# Surface and gap plasmons: dispersion, loss and compensating gain

## Premises and conventions

1. Fields vary as $e^{i(\beta x-\omega t)}$, are uniform along $y$, and the interfaces are flat planes normal to $z$. The vacuum wavenumber is $k_0=\omega/c=2\pi/\lambda$.
2. Each medium is linear, isotropic, non-magnetic and local, described by one relative permittivity. The metal has $\varepsilon_m=\varepsilon_m'+i\varepsilon_m''$ with $\varepsilon_m'<0$. With this time convention $\varepsilon''>0$ is absorption and $\varepsilon''<0$ is gain.
3. The metal is optically thick, so it counts as a half-space.
4. The effective index is $n_{\rm eff}=\beta/k_0$, and $N=n_{\rm eff}^2$. Loss and gain coefficients refer to power. Since power varies as $e^{-2\,{\rm Im}\beta\,x}$, the modal loss is $\alpha=2\,{\rm Im}\,\beta$ and the $1/e$ propagation length is $L=1/\alpha$.

## TM fields and boundary conditions

Take $\mathbf H=\hat{\mathbf y}\,H(z)e^{i\beta x}$. Ampère's law, $\nabla\times\mathbf H=-i\omega\varepsilon_0\varepsilon\mathbf E$, gives

$$E_x=-\frac{i}{\omega\varepsilon_0\varepsilon}\frac{dH}{dz},\qquad E_z=-\frac{\beta}{\omega\varepsilon_0\varepsilon}H.\tag{1}$$

Inserting these in Faraday's law, $\partial_zE_x-\partial_xE_z=i\omega\mu_0H$, gives within each medium $j$

$$\frac{d^2H}{dz^2}=p_j^2H,\qquad p_j^2=\beta^2-k_0^2\varepsilon_j,\qquad {\rm Re}\,p_j>0.\tag{2}$$

Tangential $\mathbf H$ and $\mathbf E$ are continuous, so $H$ and $\varepsilon^{-1}dH/dz$ are continuous at each interface.

## One interface

Put the dielectric at $z>0$ and the metal at $z<0$. A bound wave is $H=e^{-p_dz}$ above and $H=e^{p_mz}$ below, which already makes $H$ continuous. The second condition gives

$$\frac{p_d}{\varepsilon_d}+\frac{p_m}{\varepsilon_m}=0.\tag{3}$$

For real permittivities both $p$ are positive, so the two $\varepsilon$ must have opposite signs. A TE wave would need $E_y$ and $dE_y/dz$ continuous, hence $p_d+p_m=0$, which positive real parts forbid. The surface wave is TM only.

Squaring (3) and using (2) gives $\varepsilon_m^2(N-\varepsilon_d)=\varepsilon_d^2(N-\varepsilon_m)$, or $N(\varepsilon_m^2-\varepsilon_d^2)=\varepsilon_m\varepsilon_d(\varepsilon_m-\varepsilon_d)$. Dividing by $\varepsilon_m-\varepsilon_d$,

$$\beta=k_0\sqrt{\frac{\varepsilon_m\varepsilon_d}{\varepsilon_m+\varepsilon_d}},\qquad p_d^2=-\frac{k_0^2\varepsilon_d^2}{\varepsilon_m+\varepsilon_d},\qquad p_m^2=-\frac{k_0^2\varepsilon_m^2}{\varepsilon_m+\varepsilon_d}.\tag{4}$$

Squaring can add roots, so (3) has to be rechecked. In the lossless case the $p_j$ are real only if $\varepsilon_m+\varepsilon_d<0$, and then $p_m/p_d=|\varepsilon_m|/\varepsilon_d$ satisfies (3). The mode exists for $\varepsilon_m'<-\varepsilon_d$ and has $N>\varepsilon_d$, so a plane wave in the dielectric cannot excite it without a grating, prism or edge.

Equation (4) holds for complex $\varepsilon_m$. To first order in $\varepsilon_m''$, use $\partial n_{\rm eff}/\partial\varepsilon_m=\varepsilon_d^2/[2n_{\rm eff}(\varepsilon_m+\varepsilon_d)^2]=n_{\rm eff}^3/2\varepsilon_m^2$:

$$\alpha=\frac1L=k_0\,\frac{\varepsilon_m''}{\varepsilon_m'^2}\left(\frac{\varepsilon_m'\varepsilon_d}{\varepsilon_m'+\varepsilon_d}\right)^{3/2}.\tag{5}$$

## Metal-insulator-metal gap

Let the dielectric fill $|z|<d/2$. The structure is mirror symmetric, so $H$ is even or odd in $z$. For the even mode, $H=\cosh p_dz$ in the gap and $H=\cosh(p_dd/2)\,e^{-p_m(|z|-d/2)}$ in the metal. Continuity of $\varepsilon^{-1}dH/dz$ at $z=d/2$ gives $(p_d/\varepsilon_d)\sinh(p_dd/2)=-(p_m/\varepsilon_m)\cosh(p_dd/2)$, so

$$\tanh\frac{p_dd}{2}=-\frac{\varepsilon_d\,p_m}{\varepsilon_m\,p_d}.\tag{6}$$

**No cutoff.** Take real $\varepsilon_m<-\varepsilon_d$. From (2), $p_m^2=p_d^2+k_0^2(\varepsilon_d+|\varepsilon_m|)$, so the right side of (6) is $(\varepsilon_d/|\varepsilon_m|)\sqrt{1+k_0^2(\varepsilon_d+|\varepsilon_m|)/p_d^2}$. As $p_d$ runs from zero to infinity this falls monotonically from infinity to $\varepsilon_d/|\varepsilon_m|<1$, while the left side rises monotonically from 0 to 1. The curves cross exactly once for every $d$. For $d\to\infty$ the tanh tends to 1 and (6) becomes (3). For finite $d$ the tanh is below 1, the crossing lies at larger $p_d$, and the gap index exceeds the single-interface index.

**The odd mode.** With $H=\sinh p_dz$ the tanh in (6) becomes coth. At $\beta=0$, $p_d=ik_0n_d$ with $n_d=\sqrt{\varepsilon_d}$ and $p_m=k_0\sqrt{|\varepsilon_m|}$, so the condition reads $\cot(k_0n_dd/2)=n_d/\sqrt{|\varepsilon_m|}$. For $|\varepsilon_m|\gg\varepsilon_d$ this mode is cut off below

$$d_c=\frac{\lambda}{\pi n_d}\arctan\frac{\sqrt{|\varepsilon_m|}}{n_d}.\tag{7}$$

**Thin-gap formula.** Two separate approximations are needed. If $|p_d|d/2\ll1$, the tanh equals its argument and (6) becomes $p_d^2=-2\varepsilon_dp_m/(\varepsilon_md)$. If $|\varepsilon_m|\gg|N|$, then $p_m\approx k_0\sqrt{-\varepsilon_m}$. With $p_d^2=k_0^2(N-\varepsilon_d)$,

$$N\approx\varepsilon_d\left(1+\frac{\lambda}{\pi d\sqrt{-\varepsilon_m}}\right).\tag{8}$$

Define the field penetration depth $\delta=1/(k_0\sqrt{|\varepsilon_m'|})$. The real part of (8) is then $n_{\rm eff}^2=\varepsilon_d(1+2\delta/d)$. This is a parallel-plate transmission line: per unit length and for plate width $w$, the capacitance is $\varepsilon_0\varepsilon_dw/d$ and the inductance is $\mu_0(d+2\delta)/w$, because the current-carrying skin of each plate adds $\delta$. Expanding $(-\varepsilon_m)^{-1/2}\approx|\varepsilon_m'|^{-1/2}(1+i\varepsilon_m''/2|\varepsilon_m'|)$ and using $\alpha=k_0\,{\rm Im}N/n_{\rm eff}$,

$$\alpha\approx\frac{k_0\varepsilon_d}{n_{\rm eff}}\,\frac{\delta}{d}\,\frac{\varepsilon_m''}{|\varepsilon_m'|}.\tag{9}$$

**Size of the dropped terms.** Keeping $\tanh u\approx u(1-u^2/3)$ and $p_m\approx k_0\sqrt{|\varepsilon_m'|}\,(1+N/2|\varepsilon_m'|)$, and inserting $N=\varepsilon_d(1+2\delta/d)$ and $u^2=(p_dd/2)^2=\varepsilon_dd/(2|\varepsilon_m'|\delta)$ from (8),

$$N-\varepsilon_d\approx\frac{2\varepsilon_d\delta}{d}\left[1+\frac{\varepsilon_d}{|\varepsilon_m'|}\left(\frac12+\frac{\delta}{d}+\frac{d}{6\delta}\right)\right].\tag{10}$$

All corrections are positive, so (8) underestimates the index. It needs $\varepsilon_d\ll|\varepsilon_m'|$ and $2\delta\,\varepsilon_d/|\varepsilon_m'|\ll d\ll2\delta\,|\varepsilon_m'|/\varepsilon_d$. The lower bound is $N-\varepsilon_d\ll|\varepsilon_m'|$ and the upper one is $u^2\ll1$.

**Very thin gap.** For $d$ well below the lower bound, $N\gg|\varepsilon_m|$, so $p_d\approx p_m\approx\beta$ and (6) gives the quasi-static form

$$\beta\approx\frac2d\,{\rm artanh}\!\left(-\frac{\varepsilon_d}{\varepsilon_m}\right).\tag{11}$$

## Gain that cancels the loss

Let the whole dielectric have uniform gain, $\varepsilon_d\to\varepsilon_d-i\gamma$ with $\varepsilon_d$ real. A plane wave in the bulk medium has wavenumber $k_0\sqrt{\varepsilon_d-i\gamma}\approx k_0(n_d-i\gamma/2n_d)$, so its power gain, the material gain, is $g=k_0\gamma/n_d$.

The root $N(\varepsilon_m,\varepsilon_d)$ is analytic near the lossless solution, where its derivatives are real. To first order ${\rm Im}N=\varepsilon_m''\,\partial N/\partial\varepsilon_m-\gamma\,\partial N/\partial\varepsilon_d$. Multiplying by $k_0/n_{\rm eff}$ gives the net loss

$$\alpha_{\rm net}=\alpha-\Gamma g,\qquad \alpha=\frac{k_0\varepsilon_m''}{n_{\rm eff}}\frac{\partial N}{\partial\varepsilon_m},\qquad \Gamma=\frac{n_d}{n_{\rm eff}}\frac{\partial N}{\partial\varepsilon_d}=\frac{\partial n_{\rm eff}}{\partial n_d}.\tag{12}$$

Transparency is $\Gamma g_{\rm tr}=\alpha=2\,{\rm Im}\,\beta$, with $\beta$ that of the unpumped guide. ${\rm Im}N$ is odd under a joint sign change of $\varepsilon_m''$ and $\gamma$, so the first neglected terms are of relative order $(\varepsilon_m''/\varepsilon_m')^2$ away from the resonance $\varepsilon_m'=-\varepsilon_d$.

The same $\Gamma$ follows from Poynting's theorem, $dP/dx=-\tfrac12\omega\varepsilon_0\int\varepsilon''|\mathbf E|^2dz$, where by (1) $P=\tfrac12\int{\rm Re}[\beta/(\omega\varepsilon_0\varepsilon)]\,|H|^2dz$ is the power per unit width. The gain region contributes $\tfrac12\omega\varepsilon_0\gamma\int_d|\mathbf E|^2dz=\Gamma gP$, so

$$\Gamma=\frac{c\,\varepsilon_0n_d\int_d|\mathbf E|^2dz}{2P}.\tag{13}$$

This is electric-field intensity in the gain medium per unit of net guided power. It is not the fraction of power in the dielectric, and it exceeds 1 when the mode carries its energy more slowly than a plane wave does. A confinement factor defined as a power or intensity fraction gives the wrong $g_{\rm tr}$ in these guides.

**One interface.** Differentiating (4) gives $\Gamma=[\varepsilon_m'/(\varepsilon_m'+\varepsilon_d)]^{3/2}=(n_{\rm eff}/n_d)^3$. Here transparency can also be found exactly. From (4), $1/N=1/\varepsilon_m+1/(\varepsilon_d-i\gamma)$, and $N$ is real when $\gamma/(\varepsilon_d^2+\gamma^2)=\varepsilon_m''/|\varepsilon_m|^2$. For $\gamma\ll\varepsilon_d$,

$$g_{\rm tr}=k_0n_d^3\,\frac{\varepsilon_m''}{|\varepsilon_m|^2},\tag{14}$$

which equals (5) divided by $\Gamma$ to first order. The cube of $n_d$ is the price of a high-index gain medium.

**Thin gap.** From (8), $n_{\rm eff}=n_d\sqrt{1+2\delta/d}$, so $\Gamma=n_{\rm eff}/n_d$, and (9) gives

$$g_{\rm tr}\approx k_0n_d\,\frac{\varepsilon_m''}{|\varepsilon_m'|}\,\frac{\delta}{d+2\delta}.\tag{15}$$

**Any gap.** Write $s=p_d/k_0$, $t=p_m/k_0$, $a=k_0d/2$, $T=\tanh as$, so that (6) is $D=\varepsilon_msT+\varepsilon_dt=0$ with $s^2=N-\varepsilon_d$, $t^2=N-\varepsilon_m$. Let $Q=d(sT)/d(s^2)=[T+as(1-T^2)]/2s$. The partial derivatives are $D_N=\varepsilon_mQ+\varepsilon_d/2t$, $D_{\varepsilon_m}=sT-\varepsilon_d/2t$ and $D_{\varepsilon_d}=t-\varepsilon_mQ$. Implicit differentiation at the lossless root, $\varepsilon_m=\varepsilon_m'$, gives

$$\frac{\partial N}{\partial\varepsilon_m}=\frac{sT-\varepsilon_d/2t}{|\varepsilon_m'|Q-\varepsilon_d/2t},\qquad\frac{\partial N}{\partial\varepsilon_d}=\frac{t+|\varepsilon_m'|Q}{|\varepsilon_m'|Q-\varepsilon_d/2t}.\tag{16}$$

On the root $sT=\varepsilon_dt/|\varepsilon_m'|$, so the first numerator equals $\varepsilon_d(|\varepsilon_m'|+2N)/(2t|\varepsilon_m'|)$. With $t\approx\sqrt{|\varepsilon_m'|}\,(1+N/2|\varepsilon_m'|)$ it exceeds its thin-gap value $\varepsilon_d/(2\sqrt{|\varepsilon_m'|})$ by the fraction $3N/2|\varepsilon_m'|$, three times the $N/2|\varepsilon_m'|$ that enters (10). With $Q\approx a(1-2u^2/3)$ the denominator falls below its thin-gap value $|\varepsilon_m'|a$ by the fraction $(N-\varepsilon_d)/2|\varepsilon_m'|+2u^2/3$, which raises $\alpha$ further but cancels in $g_{\rm tr}=\alpha/\Gamma$. Formulas (9) and (15) are therefore less accurate than (8).

**Very thin gap.** In (11) $\beta$ is real when $(\varepsilon_d-i\gamma)/\varepsilon_m$ is real, that is $\gamma/\varepsilon_d=\varepsilon_m''/|\varepsilon_m'|$. The required gain tends to $g_{\rm tr}=k_0n_d\,\varepsilon_m''/|\varepsilon_m'|$, independent of $d$ and twice the value that (15) would give if pushed to $d\to0$.

## Range of validity

- Equations (4) and (6) are exact under the premises. A gap has bound modes for any $\varepsilon_m'<0$: in wide gaps (6) has roots with imaginary $p_d$, and for $-\varepsilon_d<\varepsilon_m'<0$ a thin gap carries an odd mode with quasi-static $\beta=(2/d)\,{\rm artanh}(|\varepsilon_m'|/\varepsilon_d)$. The single-interface wave and the even gap plasmon with real $p_d$ need $\varepsilon_m'<-\varepsilon_d$. Near equality the first-order results (5), (12) and (16) fail and the complex root must be found directly.
- Equations (8), (9) and (15) need the window stated below (10). A gap filled with a semiconductor whose $\varepsilon_d$ is comparable to $|\varepsilon_m'|$ has no such window and needs (6).
- The metal must be several $1/{\rm Re}\,p_m$ thick. Roughness, grain boundaries, adhesion layers and finite width add loss that is not in the model.
- A local permittivity typically becomes unreliable for gaps of a few nanometres, where the electron response is nonlocal, so (11) is a limit of the model more than a design rule.
- The gain is small-signal and fills the dielectric, which for one interface means several $1/{\rm Re}\,p_d$. For a thinner layer the integral in (13) runs over that layer only. Saturation, pump-induced index change and quenching of emitters next to the metal are ignored.
- Transparency is not lasing. A cavity of length $\ell$ with power reflectances $R_1,R_2$ needs $\Gamma g=\alpha+\ln(1/R_1R_2)/2\ell$.

## Numerical illustration: silver at 633 nm

The assumed inputs are a typical permittivity of smooth silver, $\varepsilon_m=-18.3+0.5i$, air with $\varepsilon_d=1$, and a typical $\varepsilon_d=2.13$ for SiO$_2$. Air cannot amplify, so $g_{\rm tr}$ in the air rows refers to a hypothetical gain medium of unit index. The oxide rows represent an emitter-loaded host with the index of SiO$_2$. Then $k_0=9.926\ \mu{\rm m}^{-1}$, $\delta=23.55$ nm and $(\varepsilon_m''/\varepsilon_m')^2=7.5\times10^{-4}$, so first order in the loss suffices.

For Ag/air, (4) gives $n_{\rm eff}=1.0285+0.000812\,i$, with field decay lengths of 419 nm in air and 22.9 nm in silver. The loss is 0.070 dB/µm.

For an air gap the window of (8) is 2.6 nm $\ll d\ll$ 0.86 µm, and (7) gives $d_c=270$ nm (171 nm with oxide). Take $d=50$ nm, so $a=0.2482$. The lossless root of (6) for air is $s=1.0065$, $t=4.507$, $T=0.2447$, $Q=0.2382$, $N=2.013$, and (16) gives $\partial N/\partial\varepsilon_m=0.0319$, $\partial N/\partial\varepsilon_d=2.087$.

| Guide | Equations | Re $n_{\rm eff}$ | $\alpha$ ($10^3$ cm$^{-1}$) | $L$ (µm) | $\Gamma$ | $g_{\rm tr}$ ($10^3$ cm$^{-1}$) |
|---|---|---|---|---|---|---|
| Ag/air interface | 4, 14 | 1.028 | 0.161 | 62 | 1.09 | 0.148 |
| 50 nm air gap, thin-gap | 8, 9, 15 | 1.394 | 0.917 | 11 | 1.39 | 0.658 |
| 50 nm air gap, full | 6, 12, 16 | 1.419 | 1.11 | 9.0 | 1.47 | 0.758 |
| 50 nm oxide gap, thin-gap | 8, 9, 15 | 2.034 | 1.34 | 7.5 | 1.39 | 0.960 |
| 50 nm oxide gap, full | 6, 12, 16 | 2.115 | 1.99 | 5.0 | 1.57 | 1.27 |

For the air gap, the full root raises $N-\varepsilon_d$ above (8) by a fraction 0.075, of which (10) gives 0.072. The thin-gap formulas are low by 1.8 % in $n_{\rm eff}$, but by 18 % in $\alpha$ and 13 % in $g_{\rm tr}$. The full $\partial N/\partial\varepsilon_m$ is 1.24 times its thin-gap value, a factor 1.16 from the numerator in (16) and 1.07 from the denominator, which does not enter $g_{\rm tr}$. With oxide the shortfall in $g_{\rm tr}$ grows to 24 %. The quasi-static limits of $g_{\rm tr}$ are $2.71\times10^3$ cm$^{-1}$ for unit index and $3.96\times10^3$ cm$^{-1}$ for the oxide.

These are the model's numbers. Ordinary evaporated polycrystalline silver typically shows surface-plasmon lengths at this wavelength that are shorter than the model's 62 µm by a factor of roughly two to three, so the model errs toward low loss for such films. Since $\alpha$ and $g_{\rm tr}$ are linear in $\varepsilon_m''$, the absorptive part rescales directly with the ellipsometric $\varepsilon_m''$ of the actual film, and scattering loss adds to $\alpha$ separately.